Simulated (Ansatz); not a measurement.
# Nb: pressure and energy change per atom against volume scale

Results calculated with Ansatz 0.2.0, not measured. Plane-wave DFT, scalar-relativistic PAW made under PBE with cores redone for the functional, no dispersion; the given relaxed cell is scaled uniformly, energy at zero smearing counts from the unscaled cell, pressure at the given Fermi-Dirac smearing is positive in compression.

The cell before it is scaled or strained (space group P6_3/mmc, No. 194):
```
Nb
1.0
      2.8041     0.0000     0.0000
     -1.4021     2.4285     0.0000
      0.0000     0.0000    10.3640
Nb
4
Direct
  0.00000 1.00000 0.00000
  0.00000 1.00000 0.50000
  0.33333 0.66667 0.25000
  0.66667 0.33333 0.75000
```

Settings of every row: spin polarised no; functional LDA; wave cutoff 420 eV; smearing width 0.1 eV; k mesh 15x15x4.

Atom starting moment: 0 on all atoms.

Limits: the cell comes from a prototype or a list of computed structures and needn't be the stable phase.

| row | volume scale | V (Å³/atom) | pressure (GPa) | energy change per atom (meV) |
| --- | --- | --- | --- | --- |
| 1 | 0.88 | 15.527 | 29.3 | 171.75 |
| 2 | 0.92 | 16.233 | 17.6 | 70.19 |
| 3 | 0.96 | 16.938 | ? | ? |
| 4 | 1.04 | 18.35 | -6.57 | 16.22 |
| 5 | 1.08 | 19.056 | -12.01 | 58.79 |
| 6 | 1.12 | 19.761 | -16.5 | 123.1 |

Question: what pressure and energy change per atom should row 3 give?

Worked fit of pressure. Take u = (V_r/V)^(2/3) − 1 with V_r = 18.35 Å³ an atom, which is twice the finite (Eulerian) strain; such expansions in the strain, on which the Birch-Murnaghan equation of state is built, carry the rest volume and the bulk modulus. The shown rows have u = 0.1178, 0.08515, 0, -0.02485, -0.04819. Least squares give pressure = −6.598 + 233.744 × u + 600.24 × u² GPa; a straight line predicts inner rows, each left out in turn, worse (root mean square 1.7 against 0.079 GPa). The rows lie off it by 0.03, -0.06, 0.03, 0.03, -0.03 (root mean square 0.038 GPa). The pressure vanishes at u = 0.0264, or V = 17.65 Å³ an atom, and there the bulk modulus at fixed shape and fractions is B = −V dP/dV = (2/3)(1 + u) dP/du = 182 GPa. Letting shape and atoms relax would as a rule lower it, by much in layered, chain or molecular crystals. The withheld row has u = 0.05483, so the fit gives −6.598 + 233.744 × (0.05483) + 600.24 × (0.05483)² = 8.02 GPa.

The calculation gave 7.96 GPa. The fit lies 0.06 GPa (0.13 % of the column's range) above it; its largest miss of a shown row is 0.06 GPa.

Worked fit of energy change per atom. Take u = (V_r/V)^(2/3) − 1 with V_r = 18.35 Å³ an atom, which is twice the finite (Eulerian) strain; such expansions in the strain, on which the Birch-Murnaghan equation of state is built, carry the rest volume and the bulk modulus. The shown rows have u = 0.1178, 0.08515, 0, -0.02485, -0.04819. Least squares give energy change per atom = 16.429 − 1184.083 × u + 21262.48 × u² meV; a straight line predicts inner rows, each left out in turn, worse (root mean square 60 against 0.58 meV). The rows lie off it by -0.25, 0.42, -0.21, -0.19, 0.23 (root mean square 0.27 meV). Its lowest point lies at u = 0.0278, or V = 17.61 Å³ an atom, and the curvature there gives the bulk modulus at fixed shape and fractions, B = (4/9)(1 + u)² E″(u)/V = 182 GPa. Letting shape and atoms relax would as a rule lower it, by much in layered, chain or molecular crystals. The withheld row has u = 0.05483, so the fit gives 16.429 − 1184.083 × (0.05483) + 21262.48 × (0.05483)² = 15.43 meV.

The calculation gave 15.71 meV. The fit lies 0.28 meV (1.8 % of the value, 0.18 % of the column's range) below it; its largest miss of a shown row is 0.42 meV.
